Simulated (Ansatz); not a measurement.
Al: energy change per atom and pressure as volume scale varies

Results calculated with Ansatz 0.2.0, not measured. Plane-wave DFT, scalar-relativistic PAW made under PBE with cores redone for the functional, no dispersion; the given relaxed cell is scaled uniformly, energy at zero smearing counts from the unscaled cell, pressure at the given Fermi-Dirac smearing is positive in compression.

The cell before it is scaled or strained (space group Im-3m, No. 229):
```
Al
1.0
     -1.5954     1.5954     1.5954
      1.5954    -1.5954     1.5954
      1.5954     1.5954    -1.5954
Al
1
Direct
  0.00000 0.00000 0.00000
```

Settings of every row: spin polarised no; functional r2SCAN; wave cutoff 500 eV; smearing width 0.1 eV; k mesh 16x16x16.

Atom starting moment: 0 on all atoms.

Limits: the cell comes from a prototype or a list of computed structures and needn't be the stable phase.

```
row  volume scale  V (Å³/atom)  energy change per atom (meV)  pressure (GPa)
  1          0.88       14.294                         70.02           13.44
  2          0.92       14.944                         27.61            7.84
  3          0.96       15.593                          5.66            3.35
  4          1.04       16.893                             ?               ?
  5          1.08       17.543                         25.09           -5.49
  6          1.12       18.192                         51.32           -7.36
```

Question: what energy change per atom and pressure should row 4 give?

Worked fit of energy change per atom. Take u = (V_r/V)^(2/3) − 1 with V_r = 15.593 Å³ an atom, which is twice the finite (Eulerian) strain; such expansions in the strain, on which the Birch-Murnaghan equation of state is built, carry the rest volume and the bulk modulus. The shown rows have u = 0.0597, 0.02875, 0, -0.07555, -0.09767. Least squares give energy change per atom = 5.671 + 489.17 × u + 9818.5 × u² meV; a straight line predicts inner rows, each left out in turn, worse (root mean square 26 against 0.39 meV). The rows lie off it by 0.15, -0.24, -0.01, 0.33, -0.24 (root mean square 0.22 meV). The withheld row has u = -0.05198, so the fit gives 5.671 + 489.17 × (-0.05198) + 9818.5 × (-0.05198)² = 6.77 meV.

The calculation gave 7.32 meV. The fit lies 0.55 meV (7.5 % of the value, 0.85 % of the column's range) below it; its largest miss of a shown row is 0.33 meV.

Worked fit of pressure. Take u = (V_r/V)^(2/3) − 1 with V_r = 15.593 Å³ an atom, which is twice the finite (Eulerian) strain; such expansions in the strain, on which the Birch-Murnaghan equation of state is built, carry the rest volume and the bulk modulus. The shown rows have u = 0.0597, 0.02875, 0, -0.07555, -0.09767. Least squares give pressure = 3.355 + 146.13 × u + 376.4 × u² GPa; a straight line predicts inner rows, each left out in turn, worse (root mean square 0.99 against 0.053 GPa). The rows lie off it by 0.02, -0.03, 0.00, 0.05, -0.03 (root mean square 0.031 GPa). The pressure vanishes at u = -0.0245, or V = 16.18 Å³ an atom, and there the bulk modulus at fixed shape and fractions is B = −V dP/dV = (2/3)(1 + u) dP/du = 83 GPa. The withheld row has u = -0.05198, so the fit gives 3.355 + 146.13 × (-0.05198) + 376.4 × (-0.05198)² = -3.22 GPa.

The calculation gave -3.16 GPa. The fit lies 0.06 GPa (1.9 % of the value, 0.29 % of the column's range) below it; its largest miss of a shown row is 0.05 GPa.
